Margin notes: reading a harmonic chain junction backwards (AlAs/GaAs along [001])

Data, made for the exercise. A wave-packet calculation for longitudinal waves, with one averaged mass per side and one spring k, gives α(100 cm⁻¹) = 0.9913 and α(320 cm⁻¹) = 0.9226, each ±0.0002, independent. The chain parameters are sought.

1. The matching. Sites n ≤ 0 carry m₁, sites n ≥ 1 carry m₂, time factor e^(−iωt), ω² = (4k/mᵢ) sin²(qᵢa/2). With equal springs, sites 0 and 1 obey bulk equations, so e^(iq₁na) + r e^(−iq₁na) and t e^(iq₂na) must agree at n = 0 and n = 1. Hence t = 1 + r = 2i sin(q₁a)/[e^(iq₂a) − e^(−iq₁a)]. Energy flux goes as kω sin(qa)|u|², so
α = sin(q₁a) sin(q₂a)/sin²[(q₁+q₂)a/2].

2. The invertible form. Half-angles give α = 4x/(1+x)², x = tan(q₁a/2)/tan(q₂a/2), that is x² = (ν₂² − ν²)/(ν₁² − ν²), with wavenumber cutoffs νᵢ = √(k/mᵢ)/(πc). As ν → 0, x → Z₁/Z₂ with Z = √(mk): acoustic mismatch. At the lower cutoff ν₂, α ≈ 4x vanishes as √(ν₂ − ν).

3. Uniqueness. α fixes x or 1/x. Since x² − 1 = (ν₂² − ν₁²)/(ν₁² − ν²) keeps its sign, both data lie on one branch, and the other branch swaps the sides. Call the heavier side (GaAs) 2, so x = (1 − |r|)/(1 + |r|), |r| = √(1 − α). Only k/m₁ and k/m₂ enter: α cannot give k itself.

4. Inversion. With y = x², data a, b give |r| = 0.0933, 0.2782 and y = 0.6879, 0.3189. The equations ν₂² − ν² = y(ν₁² − ν²) are linear in the squares:
ν₁² = [ν_b²(1 − y_b) − ν_a²(1 − y_a)]/(y_a − y_b).
Thus ν₁ = 424.9, ν₂ = 356.8 cm⁻¹, m₂/m₁ = ν₁²/ν₂² = 1.418.

5. Errors. dy/dα = 2x/[|r|(1+|r|)²] is 14.9 at a and 2.5 at b: weak reflection amplifies noise. Raising α_a by 0.0002 moves (ν₁, ν₂) by (−1.62, −0.61) cm⁻¹, raising α_b by (+0.12, +0.10). In quadrature: ±1.6, ±0.6 cm⁻¹, strongly correlated, and ±0.006 on the ratio. Close frequencies would shrink y_a − y_b and spoil the inversion.

6. The scale. Each (001) plane holds one atom per A = a₀²/2, spacing a = a₀/4, so k = C₁₁A/a = 2C₁₁a₀. With C₁₁ = 119.9 GPa for AlAs (compiled, Krieger 1995) and a typical a₀ = 5.66 Å, k = 135.7 N/m, m₁ = 51.0 ± 0.4 u, m₂ = 72.4 ± 0.3 u, both proportional to C₁₁a₀. The data were made with this spring, so the masses test the algebra, not the crystals.

7. Conductance. G = ∫(dω/2π) ħω α ∂n/∂T = k_B c ∫ α [(z/2)/sinh(z/2)]² dν, z = hcν/k_BT. At 300 K, G = 132 pW/K per chain, the data errors moving it by under 1 pW/K. It refers to reservoir temperatures: a uniform chain of m₂ gives 137 pW/K, not infinity. Mismatch costs only 3 per cent, so G is a poor datum for m₂/m₁.

8. What averaging hides. qa = π folds to the Γ LO mode; the cutoffs exceed the compiled 402 (Giannozzi 1991) and 293 cm⁻¹ (Han 2011) by 6 and 22 per cent. A diatomic AlAs chain with this k and approximate masses 74.92, 26.98 u has a gap between √(2k/M)/(2πc) = 248 and 413 cm⁻¹, which would totally reflect modes carrying 26 per cent of G. With A = 0.160 nm², the model's G/A = 0.82 GW/(m² K). Typical values for such epitaxial interfaces run from several hundred MW to about 1 GW/(m² K), but the omitted transverse branches add channels, while the gap removes some and oblique incidence is ignored, so only the order of magnitude carries over.